**Q:** I have the electron levels of rocksalt PtSe at four points of the Brillouin zone, but not at X and K. Can the missing ones be worked out from the others?

**A:** In part, if the scales are kept in mind. Mixing between Pt and Se orbitals can move a level here by several eV. Spin-orbit coupling, which this calculation leaves out, typically moves Pt 5d levels by several tenths of an eV. Symmetry and bonding can therefore tell roughly where a level lies, but small splittings deserve no explanation.

Rocksalt PtSe, cubic lattice constant 5.288 Å (relaxed with PAW), computed with Ansatz 0.2.0: all-electron LAPW, PBEsol, scalar-relativistic, no spin polarization, 11 × 11 × 11 k mesh, Fermi-Dirac smearing 0.03 eV. Energies are relative to the Fermi energy; k refers to the primitive cell. At each k-point, band -1 is the highest filled level and band +1 the lowest empty one.

| k-point | k in reciprocal vectors | band -4 (eV) | band -3 (eV) | band -2 (eV) | band -1 (eV) | band +1 (eV) | band +2 (eV) | band +3 (eV) |
| --- | --- | --- | --- | --- | --- | --- | --- | --- |
| GAMMA | 0 0 0 | -3.07 | -1.39 | -1.39 | -1.39 | 1.30 | 9.70 | 11.53 |
| X | 0.5 0 0.5 | ? | ? | ? | ? | ? | ? | ? |
| U | 0.625 0.25 0.625 | -1.89 | -1.40 | -1.34 | -0.04 | 2.77 | 7.86 | 9.52 |
| K | 0.375 0.375 0.75 | ? | ? | ? | ? | ? | ? | ? |
| L | 0.5 0.5 0.5 | -5.37 | -2.06 | -2.06 | -1.58 | 2.95 | 2.95 | 3.24 |
| W | 0.5 0.25 0.75 | -1.76 | -1.71 | -1.67 | -1.34 | 5.09 | 7.72 | 8.63 |

**Q:** It looks like a semiconductor to me.

**A:** The known points do suggest a gap: the highest filled level is at -0.04 eV, at U, and the lowest empty one at 1.30 eV, at GAMMA. Yet the full calculation gives a gap of zero, so bands must cross the Fermi energy between the listed points. The numbering also restarts at each point: band -1 is the highest filled level there, whatever its orbital.

**Q:** Why should mixing depend on the point at all?

**A:** A point k fixes how the phase of the electron wave changes from atom to atom. Take a Pt atom with one Se on each side, at half the cube edge $a$. The two 5d orbitals that point at Se, the $e_g$ pair, are the same on both sides, but the Se p lobes they meet have opposite signs. With coupling $t$ to one neighbour, the contributions add to

$$t\,e^{ik_xa/2}-t\,e^{-ik_xa/2}=2i\,t\,\sin(k_xa/2).$$

The sum of $\sin^2$ over the three axes is zero at GAMMA and X, where this mixing is forbidden. It is 1 at U, K and W, and 3 at L. The sum is shared between the two orbitals, equally at L but all on one at W, so it tells where mixing is allowed rather than how far a single level moves.

**Q:** Do the known levels show this?

**A:** They fit it. At GAMMA the $e_g$ levels must form a pair, so they are neither the triplet at -1.39 eV nor the single level at 1.30 eV, and should lie at -3.07 eV or lower. At L there is an empty pair at 2.95 eV, at least 6 eV higher. I read it as the $e_g$ pair pushed up by Se p, though the table has no orbital weights to confirm that.

**Q:** Then what do you predict for K?

**A:** The levels of U, within 0.02 eV. In this cubic lattice the two points are equivalent, so this tests symmetry and numerics, not my picture of the bonding.

**Q:** And for X?

**A:** With no push from Se p, I expect no level near the Fermi energy, and the highest filled level well below that of U. A rough electron count points the same way. On a coarse mesh of one GAMMA, three X and four L points, with nine filled bands at GAMMA and seven at L, as I infer from the degeneracies, an average of eight needs $(64-9-28)/3=9$ at X.

At or near the top I expect a degenerate pair of Pt d levels. If only nearest Pt atoms couple directly, one d level at W has the same energy as this pair. It should be one of the three upper levels there, so I take their mean, $(-1.34-1.67-1.71)/3=-1.57$ eV. It serves for band -1 (±0.6 eV) and band -2 (±0.4 eV).

For band -4 I take the GAMMA triplet to be Se p and lower it by 1.1 eV, a rough recalled drop for such bands: -2.49 ± 0.7 eV. Band -3 goes halfway, at -2.03 ± 0.7 eV, because a d level raised by Se s may fall anywhere there, or even come out on top. For the empty levels I copy U, the nearest known point: 2.77 ± 1.5, 7.86 ± 2 and 9.52 ± 2 eV. The ranges are judgements, not statistics.

**Q:** Do your rules for the filled levels fit together?

**A:** Not comfortably. If the GAMMA triplet is Se p, all Pt d levels at GAMMA lie at -3.07 eV or lower. Direct Pt-Pt coupling must then lift the d pair by at least 1.5 eV on the way to X, which is a lot for atoms 3.7 Å apart. If the triplet is Pt d instead, the rule for band -4 has no basis. So these are forecasts of energies, and a hit won't prove the orbitals.

**Q:** Here are the computed values.

The withheld rows as computed:

| k-point | k in reciprocal vectors | band -4 (eV) | band -3 (eV) | band -2 (eV) | band -1 (eV) | band +1 (eV) | band +2 (eV) | band +3 (eV) |
| --- | --- | --- | --- | --- | --- | --- | --- | --- |
| X | 0.5 0 0.5 | -2.58 | -1.71 | -1.71 | -1.19 | 0.11 | 8.48 | 11.40 |
| K | 0.375 0.375 0.75 | -1.89 | -1.40 | -1.34 | -0.04 | 2.77 | 7.86 | 9.52 |

**A:** K agrees with U to the last printed digit. At X the four filled levels fall within their ranges, and the top one is well below that of U. There is a degenerate pair at -1.71 eV, but as bands -2 and -3, with a single level above it.

It is probably the Pt d pair I expected. By symmetry, the d level at W that I had in mind can't mix with Se s or Se p, and coupling between nearest Pt atoms leaves its energy unchanged from W to X. W does have a level at -1.71 eV, just where X has its pair.

The full list of levels at GAMMA has a pair and a triplet together at -3.07 eV, which look like the five Pt d levels. The triplet at -1.39 eV is then Se p. On this reading the d pair rises by about 1.4 eV from GAMMA to X, so the large lift I doubted does seem to happen. The Se p pair at X must lie below the d pair. Band -4 could belong to it, a drop of 1.2 eV, close to the 1.1 eV I recalled. But there is a rival: the $e_g$ orbital lying in the plane normal to the X axis. At X it mixes with neither Se s nor Se p, and the Pt-Pt coupling that lifts the d pair is expected to lift it too, by less. In the run's output the second to fourth bands above the core never rise above -3.07 eV on the k mesh. If band -4 were one of a pair, this orbital would have to stay among those bands or be the level at -1.19 eV. So band -4 is more likely this single d level, with the Se p pair below it, and my hit may be luck. Orbital weights would decide.

**Q:** And the empty level at 0.11 eV? You said there would be none near the Fermi energy.

**A:** That forecast failed. I had put band +1 at 2.77 eV, which is 2.66 eV too high and far outside my range. The other two empty levels stay within theirs, the upper one only just. Copying a neighbouring point was a guess, with no bonding argument behind it.

**Q:** What could put a level there?

**A:** Most likely Pt 6s, which I had left out. One Se s, three Se p and five Pt d orbitals make nine bands above the core. In the run's output the tenth stays between 0.13 and 5.51 eV on the k mesh, which doesn't contain X itself. The next level at X is far higher, at 8.48 eV, so the one at 0.11 eV belongs to this tenth band. X therefore has nine filled bands, as the rough count said.

Pt 6s needn't act alone. At X it can mix with Se s and with the $e_g$ orbital along the X axis. That $e_g$ orbital has positive lobes along the axis and a negative ring half as strong. Se s has the same sign all round, so its coupling to the six neighbours goes as

$$2\cos(k_za/2)-\cos(k_xa/2)-\cos(k_ya/2),$$

with $z$ along the axis. At GAMMA this is $2-1-1=0$. At X the phase flips along the axis only, and it becomes $-2-1-1=-4$. So X shuts out Se p, as GAMMA does, but lets Se s in.

Three orbitals of the same symmetry give three levels. The lowest should be mostly Se s, far down. The middle one is filled and may be the single level at -1.19 eV, the raised d level I had allowed for, unless that level is the other $e_g$ orbital. The top one is then the level at 0.11 eV. Only orbital weights could settle how much Pt 6s and how much $e_g$ it holds, so this is a reasoned explanation after the event.

**Q:** Can I use this at other points?

**A:** Yes, by asking about both partners. For the $e_g$ orbitals, GAMMA allows neither Se p nor Se s, L allows only Se p, and X allows only Se s, and that for just one of the pair, the orbital along the X axis. These phases follow from the rocksalt structure; how far the levels move depends on the atoms.

**Q:** So is there a gap after all, only a smaller one?

**A:** No. The listed levels now leave only $0.11-(-0.04)=0.15$ eV between filled and empty, and bands still cross between the points. Spin-orbit coupling could move the level at -0.04 eV to the other side of the Fermi energy. The result also holds only for this rocksalt cell, which is stretched at this level of theory (the run reports a pressure of -6.2 GPa); whether PtSe would adopt it is a separate question.

**Q:** Where can I check your score?

**A:** The output below lists each forecast, its range and its miss. The rules draw on the four known points and the one recalled drop, without a least-squares fit.

Numerical output:

```
apparent gap over the known points only, eV: 1.34
filled bands needed at X if GAMMA has 9 and L has 7: 9
empty pair at L above band -4 at GAMMA, eV: 6.02
mean of the three upper filled levels at W, eV: -1.573
spread of these three levels, eV: 0.37
forecast in eV (known rows repeat the computed values):
    row  sum of sin squared  band -4  band -3  band -2  band -1  band +1  band +2  band +3
  GAMMA                   0    -3.07    -1.39    -1.39    -1.39      1.3      9.7    11.53
      X                   0    -2.49   -2.032   -1.573   -1.573     2.77     7.86     9.52
      U                   1    -1.89     -1.4    -1.34    -0.04     2.77     7.86     9.52
      K                   1    -1.89     -1.4    -1.34    -0.04     2.77     7.86     9.52
      L                   3    -5.37    -2.06    -2.06    -1.58     2.95     2.95     3.24
      W                   1    -1.76    -1.71    -1.67    -1.34     5.09     7.72     8.63
error bar at K for all bands, eV: 0.02
error bar at X for band -1, eV: 0.6
error bar at X for band -2, eV: 0.4
error bar at X for bands -3 and -4, eV: 0.7
error bar at X for band +1, eV: 1.5
error bar at X for bands +2 and +3, eV: 2
computed in eV:
    row  band -4  band -3  band -2  band -1  band +1  band +2  band +3
  GAMMA    -3.07    -1.39    -1.39    -1.39      1.3      9.7    11.53
      X    -2.58    -1.71    -1.71    -1.19     0.11     8.48     11.4
      U    -1.89     -1.4    -1.34    -0.04     2.77     7.86     9.52
      K    -1.89     -1.4    -1.34    -0.04     2.77     7.86     9.52
      L    -5.37    -2.06    -2.06    -1.58     2.95     2.95     3.24
      W    -1.76    -1.71    -1.67    -1.34     5.09     7.72     8.63
miss in eV (forecast less computed):
    row  band -4  band -3  band -2  band -1  band +1  band +2  band +3
  GAMMA        0        0        0        0        0        0        0
      X     0.09  -0.3217   0.1367  -0.3833     2.66    -0.62    -1.88
      U        0        0        0        0        0        0        0
      K        0        0        0        0        0        0        0
      L        0        0        0        0        0        0        0
      W        0        0        0        0        0        0        0
computed distance from band -2 up to band -1 at X, eV: 0.52
computed distance from band -3 up to band -2 at X, eV: 0
computed drop of the highest filled level from U to X, eV: 1.15
```
